HfGe in the simple cubic caesium chloride arrangement was relaxed and then strained with five density functionals. C11 is the stress along a cube edge per unit strain along that same edge, with the other edges held. C12 is the stress along one edge per unit strain along another. They are the columns elastic 11 and elastic 12.

Elastic constants of cubic HfGe (Pm-3m) from GPAW 26.7.0, plane-wave PAW DFT without spin polarisation or spin–orbit coupling. They are in Voigt notation on the cube axes, from stresses at 0.5% strain of the cell relaxed with each functional. All runs use a 600 eV cutoff, a 7 × 7 × 7 k mesh and Fermi–Dirac smearing of 0.05 eV.

```
functional                                           potentials  elastic 11 (GPa)  elastic 12 (GPa)  elastic 33 (GPa)
       LDA                 GPAW-PAW-data-sets-(gpaw-data-1.2.1)            101.60            156.00            101.60
       PBE                 GPAW-PAW-data-sets-(gpaw-data-1.2.1)             62.90            146.20             62.90
    PBEsol  PAW-data-sets-made-by gpaw-setup-for-the-functional             82.80            153.20             82.80
      RPBE                 GPAW-PAW-data-sets-(gpaw-data-1.2.1)             48.40            143.50             48.40
    r2SCAN                 GPAW-PAW-data-sets-(gpaw-data-1.2.1)              6.80            188.50              6.80
```

1. Which constant is larger, and is that normal?

C12 is larger in every row. Cubic symmetry makes the three edges equivalent, so a row holds only these two independent results. A useful limit is a fluid, which resists compression but not a change of shape: there C11 and C12 are equal. A stable cubic crystal lies on one side of that limit, with C11 above C12, and this one lies on the other.

2. What does the reversed order mean for the material?

Stretch one edge by a small fraction e and shorten another by the same fraction. The volume hardly changes, and the energy of a cell of volume V changes by

ΔE = V (C11 − C12) e²

With C12 the larger, the energy falls. For e = 1% it falls by about 1 meV per cell in LDA and 4 meV in r2SCAN. The constant for changing the angle between edges, C44, is also negative in all five calculations.

In these calculations the cubic cell is therefore a balance point kept by symmetry, like a pencil on its tip. These values should not be put into a film-stress or bending model. The practical next step is to distort the cell slightly, relax it without symmetry and calculate the stiffness of the structure that results.

3. Does the r2SCAN value of C11, only 6.8 GPa, mean that the cell is easy to compress?

No. Pulling on one edge changes both volume and shape, so C11 contains two responses. With the bulk modulus B, the resistance to uniform compression, and D = C11 − C12 for the change of shape, the definitions give

B = (C11 + 2 C12)/3
C11 = B + 2D/3
C12 = B − D/3

For r2SCAN, B is about 128 GPa, close to the PBEsol value of 130 GPa. Its C11 is small because a large negative shape term almost cancels an ordinary resistance to compression. The same term raises C12, which is why r2SCAN has both the lowest C11 and the highest C12.

4. Why does the bulk modulus fall from LDA to RPBE?

Each functional settles at its own volume, between 10 and 18% below that of the common starting cell. LDA tends to bind too strongly and gives the smallest cell, while RPBE tends towards long bonds and gives the largest. In a larger cell the electrons that resist compression are more dilute. All five bulk moduli fall in the order of rising volume.

The limiting case is a functional that differs from another only by a constant extra pressure p. It adds pV to the energy, which moves the minimum but leaves the curvature at any given volume unchanged. Both functionals would then lie on one compression curve, on which B falls roughly as the fourth power of volume in many metals (a rough, recalled value).

From LDA to RPBE the volume rises by 9.5%, and that curve would bring B down to about 96 GPa. The calculation gives 112 GPa. Volume thus agrees with the order, but the simple picture makes the fall too steep. Either this compound follows a gentler curve or the functionals also change the curvature; compressing the cell with a single functional would decide.

5. Can volume also explain the odd r2SCAN row?

This can be estimated from the other four functionals. A power law for B and a straight line for D, both against volume, were fitted to LDA, PBE, PBEsol and RPBE. r2SCAN was left out because it also depends on the kinetic-energy density of the electrons. At its volume the fits give B ≈ 123 GPa and D ≈ −77 GPa, so

C11 ≈ 123 + (2/3)(−77) ≈ 72 GPa

The calculated 6.8 GPa is far below this. The bulk part of the estimate is good to about 4%, so the failure lies in D, which is −182 GPa instead of −77 GPa. The r2SCAN volume lies between those of PBEsol and PBE, whose shape terms are ordinary. Volume is therefore not the reason.

The line for D is a description of four points, not a law of shear. In the same four rows C44 runs the other way and becomes less negative as the cell grows. For a neighbouring functional, a larger cell is thus a fair reason to guess a lower bulk modulus, but not a weaker or stronger instability in general. The printed output after this text gives both fits.

6. What, then, makes the r2SCAN shape term so negative?

The calculations do not settle it, but theory shows where to look. A change of shape splits electron levels that were equal by symmetry. In a metal, electrons can move from the raised levels to the lowered ones, and this lowers the energy. D therefore depends on which levels lie near the Fermi energy, the border between filled and empty states, whereas uniform compression keeps the symmetry and splits nothing.

r2SCAN may place these levels differently, but that is a guess. Its atomic data sets are another suspect, because this program usually takes sets made for PBE with functionals of this kind. The third is the mesh of electron wave vectors, which may sample the levels near the border too coarsely. The fourth is the stress calculation itself, from which the constants are taken: an error in the part of the stress that differs between directions would spoil D and leave B untouched. A first test would be to repeat r2SCAN and PBE in one common cell, on denser meshes, and to compare the stresses with differences in total energy.

7. Which digits can be trusted?

The decimals cannot. The constants come from stresses at a strain of 0.5%, so a stress error of only 0.01 GPa can shift a constant by about 2 GPa. In PBE and RPBE, the nearest sampled levels lie about 0.03 and 0.02 eV from the Fermi energy, inside the 0.05 eV over which the occupations are smeared. Small strains can then change the occupations noticeably, and the resulting error was not measured.

Differences of a few GPa between functionals should carry no decision, and PBEsol also differs from the other rows in its atomic data sets. The r2SCAN anomaly in D, about 105 GPa, corresponds to a stress difference of 0.5 GPa at the strain used. If the mesh is the cause, its error must differ by about that much between r2SCAN and the other rows, which denser meshes can test. The instability appears with all five functionals, but they share one mesh and all exclude magnetism. Their agreement tests the choice of functional, not those two settings.

The analysis program printed:

```
Bulk and shear parts:
     row  volume A^3  change from start %  B GPa  C11-C12 GPa  half of it GPa  C44 GPa  stretch 1% meV/cell  shear 1% meV/cell
     LDA        35.2               -17.95  137.9        -54.4           -27.2     -113               -1.195             -4.966
     PBE       37.67               -12.19  118.4        -83.3          -41.65    -96.1               -1.959             -4.519
  PBEsol       36.24               -15.53  129.7        -70.4           -35.2   -101.5               -1.592             -4.593
    RPBE       38.55               -10.14  111.8        -95.1          -47.55   -89.56               -2.288              -4.31
  r2SCAN          37               -13.76  127.9       -181.7          -90.85   -125.8               -4.196             -5.811
fit of lnb on 4 rows (plain): constant 13.15 +/- 0.2, coefficient of lnv -2.307 +/- 0.056; rms 0.00278, worst PBEsol -0.00351, leave-one-out rms 0.00671
  rows outside the fit (model, value, miss): r2SCAN 4.814, 4.852, -0.0373
fit of dif on 4 rows (plain): constant 355 +/- 32, coefficient of vol -11.67 +/- 0.86; rms 1.58, worst PBEsol 2.49, leave-one-out rms 3.07
  rows outside the fit (model, value, miss): r2SCAN -76.75, -181.7, 105
Bulk modulus by two pictures:
     row  computed GPa  fitted power GPa  one curve with power 4 GPa  C11-C12 from volume line GPa
     LDA         137.9             138.3                       137.9                        -55.77
     PBE         118.4             118.2                       105.1                        -84.64
  PBEsol         129.7             129.3                       122.7                        -67.91
    RPBE         111.8             112.1                       95.82                        -94.88
  r2SCAN         127.9             123.2                         113                        -76.75
Volume of RPBE above LDA in %: 9.523
Bulk modulus of RPBE below LDA in %: 18.91
Fitted power of the fall of B with volume: 2.307
r2SCAN bulk modulus less fitted power in GPa: 4.684
r2SCAN C11-C12 less volume line in GPa: -104.9
Part of that miss that enters C11 in GPa: -69.97
Part of that miss that enters C12 in GPa: 34.98
Change of a constant per 0.01 GPa stress error at strain 0.005 in GPa: 2
PBE nearest sampled level to Fermi energy in eV: 0.03259
RPBE nearest sampled level to Fermi energy in eV: 0.02451
```
